Rocksalt MoSe (2 atoms in the cell) at fixed a = 5.220 Å (17.78 Å³/atom) and held total moment, computed with Ansatz 0.2.0 using PBE, plane-wave PAW, scalar-relativistic, collinear spin. The cutoff is 420 eV, the k mesh 14×14×14 and the Gaussian smearing 0.1 eV. Energies are extrapolated to zero smearing and count from the lowest point; pressure is positive in compression.

| held cell moment (μB) | energy above lowest (meV/atom) | pressure (GPa) | largest site moment (μB) |
| --- | --- | --- | --- |
| 0 | 0.0 | 0.00 | 0.00 |
| 0.38 | 0.3 | 0.25 | 0.31 |
| 0.75 | 1.1 | 1.02 | 0.59 |
| 1.12 | 2.6 | 2.22 | 0.88 |
| 1.5 | 4.2 | 3.82 | 1.16 |
| 1.88 | 3.2 | 5.74 | 1.45 |
| 2.25 | 4.6 | 8.00 | 1.71 |
| 2.62 | 18.7 | 10.68 | 1.96 |
| 3 | 71.2 | 14.22 | 2.19 |

In this calculation, magnetising rocksalt MoSe costs very little until the cell carries about 2 μB, and then the cost shoots up. The lowest point is the non-magnetic one, yet 2.25 μB costs only 4.6 meV/atom. More than nine tenths of the whole rise comes after that row. The pressure meanwhile climbs steadily from the first row to the last. Read together, the two columns suggest that MoSe is non-magnetic here mainly because the cell is not allowed to expand.

## Why a moment is cheap at first

The held cell moment is the surplus of majority-spin over minority-spin electrons, in μB. To raise it, electrons must leave filled minority levels and enter empty majority levels that lie higher in the band. That costs band energy. In return, electrons of equal spin avoid one another better, which is a gain in exchange energy.

For small moments, both the cost and the gain grow as the square of the moment, so their difference does too. This is the Stoner picture: if the gain wins, the metal magnetises by itself. Here the cost wins by a small margin, about 2 meV/atom for each μB² up to 1.12 μB in the tabulated energy. The margin is so small that the smearing correction is a good part of it: the free energy has risen by only 1.55 meV/atom at 1.12 μB. The two opposing terms were not calculated separately, but the entropy term of the non-magnetic row, 0.014772 eV, implies roughly 3 states per eV at the Fermi level. From that the band cost is expected to be some tens of times the margin, and the exchange gain nearly as large.

## Why the cost shoots up beyond 2 μB

Counting electrons suggests where the cheap supply ends. If selenium is taken as Se²⁻, molybdenum keeps four d electrons. Its six selenium neighbours split the d levels into three lower ones, called t2g, and two higher ones, called eg, which point at the neighbours and are antibonding with them. Three majority electrons and one minority electron in the t2g levels make a moment of 2 μB, and the majority t2g levels are then full.

In this count, any further moment has to come from electrons lifted into majority eg levels. Between the last two rows the energy of the cell rises by 276 meV for each μB. Turning over one electron changes the moment by 2 μB, so it costs about 0.55 eV there. The rise sets in gradually and only beyond 2.25 μB, later than the count says. That is expected if the bottom of the eg band overlaps the top of the t2g band: some of the four electrons then sit in eg states from the start, and the majority t2g levels fill up only above 2 μB.

The site moment, which sits on molybdenum, offers some support. Up to 1.88 μB the molybdenum site takes 77 % of the moment, but it takes only 64 % of what is added between 2.25 and 3 μB. Electrons in eg levels are shared more with selenium, so a smaller share on the metal is what the count leads one to expect. The selenium site itself holds only about 0.02 μB at 1.88 μB, however; most of what molybdenum doesn't take is counted on neither site. The share also drifts down from the first magnetic row, from 82 % at 0.38 μB to 77 % at 1.88 μB, and merely falls faster beyond that, with no break at 2 μB. This agrees with the assignment without proving it, and a density of states resolved by orbital would settle the matter.

The same count gives a first guess for a related octahedral compound whose metal is also in the low-spin state. With three d electrons the cheap moment should end near 3 μB, and with five near 1 μB.

## The dip at 1.88 μB

The energy doesn't rise at every step: it falls by 1.0 meV/atom between 1.5 and 1.88 μB. It would be rash to read this as a second magnetic state. The listed energies are extrapolated to zero smearing of the occupations, and that correction differs from row to row. In the free energy, taken before the extrapolation, the drop is only about a quarter of a meV/atom.

The hump at 1.5 μB shrinks as well, from 4.2 to 2.3 meV/atom. The free energy is no final judge, however, since it still contains the effect of the smearing. What both energies show is a flattening of the curve on the way to 2 μB, with a small drop in it. A likely reason is that the Fermi levels cross a region crowded with states. Since cost and gain nearly cancel, a slight fall in the cost lets the exchange gain win for a short stretch. The electronic entropy term, which grows with the number of states near the Fermi level, fits this: of the six rows from 0 to 1.88 μB, it is largest at 1.5 μB, just where the curve bends over. It adds up the states of both spins, however, while the cost is set mainly by the spin with fewer states, so it is only a hint. A smaller smearing width and a denser k mesh would show whether a true minimum remains.

## What the pressure reveals

The volume is the one at which the non-magnetic cell is free of pressure, so the whole pressure column is caused by the moment. It reaches 8.00 GPa at 2.25 μB, which means that the magnetic cell pushes outwards strongly although its energy has hardly changed. The likely reason lies in the two opposing terms, which were not calculated separately here. Expansion weakens the overlap between atoms and narrows the d bands, so the band cost falls, while the exchange gain belongs mostly to the atom and changes little. The energy shows the small difference of the two terms, whereas the pressure shows mainly how fast the larger cost changes with volume.

In symbols, let E be the energy, m the moment and V the volume, and write E = a(V)·m². The pressure is the fall of energy with volume, P = −(da/dV)·m², so it should follow the square of the moment. It does so well: P/m² stays between 1.56 and 1.81 GPa/μB² from 0.38 to 3 μB. The tabulated energy obeys its own square law only up to about 1.5 μB, and the free energy only loosely even there, because the simple form leaves out the detailed shape of the bands. That detail matters in the small difference of two large terms, but it is expected to matter little in the whole band cost, which governs the pressure. The ratio shows no break beyond 2 μB either, so the pressure gives no clear sign of its own that antibonding eg levels are being filled.

## Would expansion reverse the order?

A cell under pressure P lowers its energy if it is allowed to expand. If B is the bulk modulus, the resistance to a change of volume, the pressure is used up after a fractional expansion of P/B. The mean pressure on the way is P/2, so the gain is P²V/(2B), with V now the volume per atom. Expansion makes the magnetic state the lower one if this gain exceeds the energy above the lowest point.

At 2.25 μB, P is 8.00 GPa, V is 17.78 Å³ and the cost is 0.0046 eV. The gain equals the cost when B = 8.00² × 17.78 / (2 × 0.0046 × 160.2), which is about 770 GPa; the factor 160.2 converts eV/Å³ into GPa. Any softer solid gains more than it pays. Even diamond, at roughly 440 GPa, is softer than that.

The bulk modulus of MoSe was not calculated here. With an assumed 200 GPa, the gain would be about 18 meV/atom, roughly four times the cost, for an expansion of 4 %. A ferromagnetic state with somewhat more than 2 μB in the cell is therefore expected to lie below the non-magnetic one once the volume is free. The estimate takes B as constant, and the pressures come with a warning about loosely converged stresses, but neither is likely to close so wide a gap.

Small moments behave differently. Their cost grows as m², but the gain from expansion grows as P² and hence as m⁴. At 0.38 μB the break-even bulk modulus is about 12 GPa with the tabulated energy and a few times that with the free energy, to which the pressure strictly belongs, so expansion can't rescue such a weak moment in any but a soft solid. The non-magnetic state may thus keep a shallow hollow of its own when the volume is free, with the better state some distance away. With the assumed 200 GPa that hollow would be only about 1 meV/atom deep, no more than the smearing correction, so it is as insecure as the dip at 1.88 μB. The output below gives the break-even value for each magnetic row.

## What to do about it

Don't conclude from the zero in the first row that MoSe is non-magnetic. Relax the volume twice, once without a moment and once starting from about 2 μB on molybdenum, and compare the final energies. A start from a very small moment may slide back to zero and miss the magnetic state. Let the cell distort as well, starting with the atoms and the cell shape slightly disturbed, because a relaxation here keeps the symmetry it starts with. In the ideal rocksalt structure that symmetry holds the forces at zero, so they can't show whether the structure is stable.

Two further checks matter before a magnetic order is assigned. The cell holds a single molybdenum atom, so neighbouring moments can't point in opposite directions; a larger cell is needed to test antiferromagnetic order. Spin–orbit coupling is also absent, and in a 4d shell with four electrons it could shift a balance of a few meV/atom. PBE itself tends to overstate magnetism in metals whose moment is carried by band electrons, so a narrow win for the magnetic state would need a second look.

Output of the analysis:

```
Ratios at each held moment:
   row  energy/moment^2 (meV/atom/muB^2)  pressure/moment^2 (GPa/muB^2)  site share of moment  break-even bulk modulus (GPa)
  0.38                             2.078                          1.731                0.8158                          11.56
  0.75                             1.956                          1.813                0.7867                          52.49
  1.12                             2.073                           1.77                0.7857                          105.2
   1.5                             1.867                          1.698                0.7733                          192.8
  1.88                            0.9054                          1.624                0.7713                          571.4
  2.25                            0.9086                           1.58                  0.76                          772.1
  2.62                             2.724                          1.556                0.7481                          338.5
   3.0                             7.911                           1.58                  0.73                          157.6
Steps from the row before:
   row  energy step (meV/atom)  slope of cell energy (meV/muB)
  0.38                     0.3                           1.579
  0.75                     0.8                           4.324
  1.12                     1.5                           8.108
   1.5                     1.6                           8.421
  1.88                      -1                          -5.263
  2.25                     1.4                           7.568
  2.62                    14.1                           76.22
   3.0                    52.5                           276.3
Free energy above zero moment at 1.12 muB (meV/atom): 1.55
Free energy above zero moment at 1.5 muB (meV/atom): 2.3
Free energy above zero moment at 1.88 muB (meV/atom): 2.05
Drop from 1.5 to 1.88 muB in extrapolated energy (meV/atom): 1
Drop from 1.5 to 1.88 muB in free energy (meV/atom): 0.25
Part of the hump at 1.5 muB due to the smearing correction (meV/atom): 1.9
Energy rise from 2.25 to 3 muB (meV/atom): 66.6
Share of the whole rise that comes after 2.25 muB (percent): 93.54
Site share of the moment added from 0 to 1.88 muB: 0.7713
Site share of the moment added from 2.25 to 3 muB: 0.64
```
